**Q:** I have a band calculation of cobalt disilicide in its cubic structure, with levels at a handful of points. Which energies should I keep in mind before I read single values?

**A:** Keep two scales apart. Unequal neighbouring levels at one point of the zone mostly lie 1 eV or more apart. Smearing redistributes electrons mainly within about a tenth of an eV of the Fermi energy. A level therefore has to come very close to zero before its filling becomes delicate, and in this list one pair does.

Energy levels of cubic CoSi2 at four k points, relative to the Fermi energy, calculated with Ansatz 0.2.0 using PBE and scalar-relativistic all-electron LAPW, with collinear spins and without spin-orbit coupling. The calculation used a 9×9×9 k mesh, a plane-wave cutoff of 299.226 eV and Fermi-Dirac smearing with a width of 0.05 eV.

| row | level point (row) | level under 4 (eV) | level under 3 (eV) | level under 2 (eV) | level under 1 (eV) | level over 1 (eV) | level over 2 (eV) | level spin |
| --- | --- | --- | --- | --- | --- | --- | --- | --- |
| 1 | 1 | -4.054 | -4.054 | -1.872 | -1.872 | 0.778 | 3.458 | up |
| 2 | 1 | -4.054 | -4.054 | -1.872 | -1.872 | 0.778 | 3.458 | down |
| 3 | 2 | -1.670 | -1.670 | -0.312 | -0.312 | 2.716 | 3.480 | up |
| 4 | 2 | -1.670 | -1.670 | -0.312 | -0.312 | 2.716 | 3.480 | down |
| 5 | 3 | -3.987 | -3.987 | -2.960 | -1.642 | 0.048 | 0.048 | up |
| 6 | 3 | -3.987 | -3.987 | -2.960 | -1.642 | 0.048 | 0.048 | down |
| 7 | 4 | -1.445 | -1.238 | -1.114 | -1.114 | 1.559 | 3.071 | up |
| 8 | 4 | -1.445 | -1.238 | -1.114 | -1.114 | 1.559 | 3.071 | down |

All energies count from the Fermi energy. "Level under 1" is the nearest level below it and "level over 1" the nearest above; higher numbers lie further away. Level point 1 is Γ, the centre of the zone, and point 2 lies 8/9 of the way from there to L, along a cube diagonal. Points 3 and 4 lie 4/9 and 2/3 of the way to X, along a cube edge.

**Q:** The up and down rows are the same. Was magnetism simply switched off?

**A:** No, the two spins were free to differ. The calculation started with a moment of 2 Bohr magnetons on cobalt, and the moment vanished on the way to the final state. The equal levels are thus a result, and the eight rows describe four independent points. Only this ferromagnetic start was tried, in a cell with one cobalt atom, so patterns of moments that need a larger cell remain untested.

Stoner's argument offers an explanation. Parallel spins gain exchange energy, but they force electrons into higher band states. Where cobalt d states are spread over wide bands by their mixing with silicon, that price tends to exceed the gain. The vanished moment agrees with this argument but doesn't prove it.

**Q:** At every point I see a wide empty stretch around zero. Why is this not a semiconductor?

**A:** Those stretches are distances between bands at one point, and they range from 1.7 to 3.0 eV. A true gap has to be free of levels at all points at once. Even the four points taken together leave only 0.36 eV empty, between the highest level under and the lowest level over. Points elsewhere in the zone fill that window.

Counting electrons shows why something must fill it. The calculation treats 41 electrons per cell explicitly, and the deeper closed shells add an even number. Without a moment, each spin gets half of them, 20.5. A filled band holds exactly one electron per spin and cell, so whole filled bands can never add up to a half-integer. At least one band must be partly filled, and within band theory the crystal is a metal.

The odd electron doesn't have to leave a local moment behind, as it would in an isolated molecule. In the crystal it is shared among band states at many points of the zone, equally for both spins.

**Q:** Towards X there are two levels at 0.048 eV, listed as "over". Are they empty?

**A:** Not quite. The Fermi-Dirac formula gives the filling $f$ of a level at energy $E$ above the Fermi energy,

$$f=\frac{1}{e^{E/w}+1},$$

where $w$ is the smearing width, here 0.05 eV. The ratio $E/w$ is 0.96, its exponential is about 2.6, and $f$ comes out as 1/3.6, or 28 %. Two levels and two spins make four places, so this pair holds about 1.1 electrons at that point.

Nothing was fitted here. The calculation fills its levels by the same rule, so the estimate translates the table and doesn't test it. Its weak spot is the input. If the pair lay 0.05 eV lower, it would be about half full; if it lay 0.05 eV higher, the filling would drop to about 12 %.

The width matters just as much. With 0.01 eV and unmoved levels, the same formula gives less than 1 %. At the other three points the nearest levels are several widths away, and they are practically full or empty. "Under" and "over" are therefore safe labels there, while near zero they describe a position and not a filling.

**Q:** Many levels are exactly equal, yet towards X some stand alone. What decides this?

**A:** Symmetry decides it, and a free atom shows how. Put an atom with a p shell into an electric field along $z$. The orbital $p_z$ shifts away from the other two, while $p_x$ and $p_y$ stay equal, because a quarter turn about $z$ turns one into the other. In a crystal, the direction from Γ to the chosen point plays the part of the field axis. The analogy covers only which levels must be equal; how far the others move apart depends on the bonding between the atoms.

At Γ the full cubic symmetry acts, and levels come in sets of one, two or three. On the way to X or L only turns about one axis and the mirror planes through it remain. A set of three then breaks into a pair and a single level on either path.

A set of two is more telling. Take the d orbitals $d_{z^2}$ and $d_{x^2-y^2}$, known together as $e_g$. Along a cube edge they differ, since one has a lobe on the axis and the other has none, so they separate. Along a cube diagonal, a third of a turn exchanges $x$, $y$ and $z$ and mixes the two orbitals, so they stay equal.

The table follows these rules. At Γ and towards L the four listed levels under the Fermi energy are equal two by two, though at Γ the list may cut off a third partner of the lower two. At both points towards X, single levels appear beside pairs. The rule permits single levels towards L as well, and the table has one there, at 2.716 eV. That none shows up among the four under the Fermi energy is a matter of energies, not of symmetry.

**Q:** Can you tell which atom the levels belong to, without a plot of the orbitals?

**A:** For one pair at Γ, yes. At −1.87 eV there are exactly two equal levels, with the next ones far above and below. At Γ, s orbitals give single levels and p orbitals give sets of three, on cobalt as well as on silicon. Of the valence orbitals only cobalt's d shell supplies a set of two, the $e_g$ pair. Barring an accidental coincidence of two single levels, these are cobalt d states.

The same argument says something about bonding. With no silicon s or p combination of matching symmetry, the pair can't mix with those orbitals at Γ. Its lobes point between the eight silicon neighbours, which sit along the cube diagonals. Away from Γ the symmetry is lower and mixing becomes possible, so the pairs towards L no longer carry such a clean label.

The two levels at −4.05 eV lie at the lower edge of the list. The only set of two is already taken, so, again barring a coincidence, they must be the visible part of a set of three. Which orbitals form it is less certain. My guess is the other cobalt d orbitals, which point more towards silicon and are lowered by bonding with its p orbitals.

**Q:** Then may I follow "level under 1" down the column as one band?

**A:** No, because the levels are ranked afresh at each point. A band that crosses the Fermi energy moves from an "over" column to an "under" column, and all ranks below it shift. At Γ "level under 1" belongs to the $e_g$ pair. At 4/9 of the way to X it is a single level, and at 2/3 it belongs to a pair again.

That last pair can't be the $e_g$ pair of Γ, which has to separate on this path. It must descend from a set of three. The same holds for the partly filled pair near zero at 4/9 of the way.

It is tempting to join these two pairs into one band that falls by about 1.2 eV and dives through the Fermi energy. Its states nearer to Γ would then be empty, which suits the hole-like sheets of the Fermi surface known around Γ in this compound. The table doesn't trace the connection, but it makes the alternative unlikely. If another pair rose from below to take the second place, it would have to climb by nearly 3 eV or more. The pair near zero would have to climb by about as much, because the first level over the Fermi energy at 2/3 of the way is a single one. Levels at closely spaced points in between would settle the matter.

**Q:** Finally, which digits can I trust, and what would nickel in place of cobalt change?

**A:** The order of the widely separated levels and the pattern of pairs are the sturdy part. The third decimal is good for comparing rows of this calculation, not for predicting a spectrum. The basis was chosen to hold the total energy to 0.001 eV per atom, which is no promise for single levels. Levels from a PBE calculation are also not measured excitation energies, and for d states the difference can reach some tenths of an eV.

The pair at 0.048 eV needs the most care. Its distance from zero depends on the Fermi energy, which comes from a working mesh of 9×9×9 points and may shift a little on a denser one. Spin-orbit coupling, left out here, would also split the pair; for cobalt d states I recall a rough scale of some hundredths of an eV. The table doesn't show how much cobalt d character this pair has. If it has much, the splitting is comparable with the pair's distance from zero, and the filling could change noticeably, while the wide separations would hardly change.

Nickel brings one more electron, which makes 21 per spin. The simplest picture keeps the bands and raises the Fermi energy, so that holes are filled. A whole number permits a gap but doesn't demand one, since bands can still overlap in energy, and nickel disilicide is in fact known as a metal too. For cobalt disilicide without a moment, the odd count leaves no such choice.

This metallic character is one reason why the compound is useful as a contact layer on the source, drain and gate of silicon transistors: it offers electrons at the Fermi energy without doping. How good the contact is depends further on scattering in the film and on the barrier at its interface with silicon.
